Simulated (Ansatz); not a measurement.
MoS2: energy above lowest point against volume scale

All results are calculated (Ansatz 0.2.0). Free energy against uniform scaling of the volume at fixed shape and fractions; periodic cell, basis, potentials, k mesh and filling as listed.

The cell before it is scaled or strained (space group P-3m1, No. 164):
```
CELL_PARAMETERS angstrom
3.22750 0.00000 0.00000
-1.61370 2.79510 0.00000
0.00000 0.00000 6.31250
ATOMIC_POSITIONS crystal
Mo 0.00000 0.00000 0.50000
S 0.33333 0.66667 0.25532
S 0.66667 0.33333 0.74468
```

Settings of every row: functional PBEsol; dispersion none; potentials all-electron LAPW; k mesh 10x10x5; k shift 0x0x0; occupations fermi dirac; smearing width 0.1 eV; spin none.

Limits: a layered crystal: even scaling strains the bonds within the layers, so this curve is stiffer than the crystal under pressure; coarse k mesh, up to 40 meV an atom off; the cell comes from a prototype or a list of computed structures and needn't be the stable phase.

| row | volume scale | V (Å³/atom) | energy above lowest point (meV/atom) |
| --- | --- | --- | --- |
| 1 | 0.94 | 17.843 | 11.4 |
| 2 | 0.97 | 18.413 | 0 |
| 3 | 1 | 18.982 | ? |
| 4 | 1.03 | 19.552 | 22.6 |
| 5 | 1.06 | 20.121 | 52.1 |

Question: what energy above lowest point should row 3 give?

Worked fit of energy above lowest point. Take u = (V_r/V)^(2/3) − 1 with V_r = 18.983 Å³ an atom, which is twice the finite (Eulerian) strain; such expansions in the strain, on which the Birch-Murnaghan equation of state is built, carry the rest volume and the bulk modulus. The shown rows have u = 0.04215, 0.02053, -0.0195, -0.03807. Least squares give energy above lowest point = 4.54 − 579.9 × u + 17606 × u² meV/atom; a straight line predicts inner rows, each left out in turn, worse (root mean square 16 against 0.14 meV/atom). The rows lie off it by 0.0, -0.1, 0.1, 0.0. Its lowest point lies at u = 0.0165, or V = 18.52 Å³ an atom, and the curvature there gives the bulk modulus at fixed shape and fractions, B = (4/9)(1 + u)² E″(u)/V = 140 GPa. Letting shape and atoms relax would as a rule lower it, by much in layered, chain or molecular crystals. The withheld row has u = 4e-05, so the fit gives 4.54 − 579.9 × (4e-05) + 17606 × (4e-05)² = 4.5 meV/atom.

The calculation gave 4.5 meV/atom. The fit meets it to the printed digit.
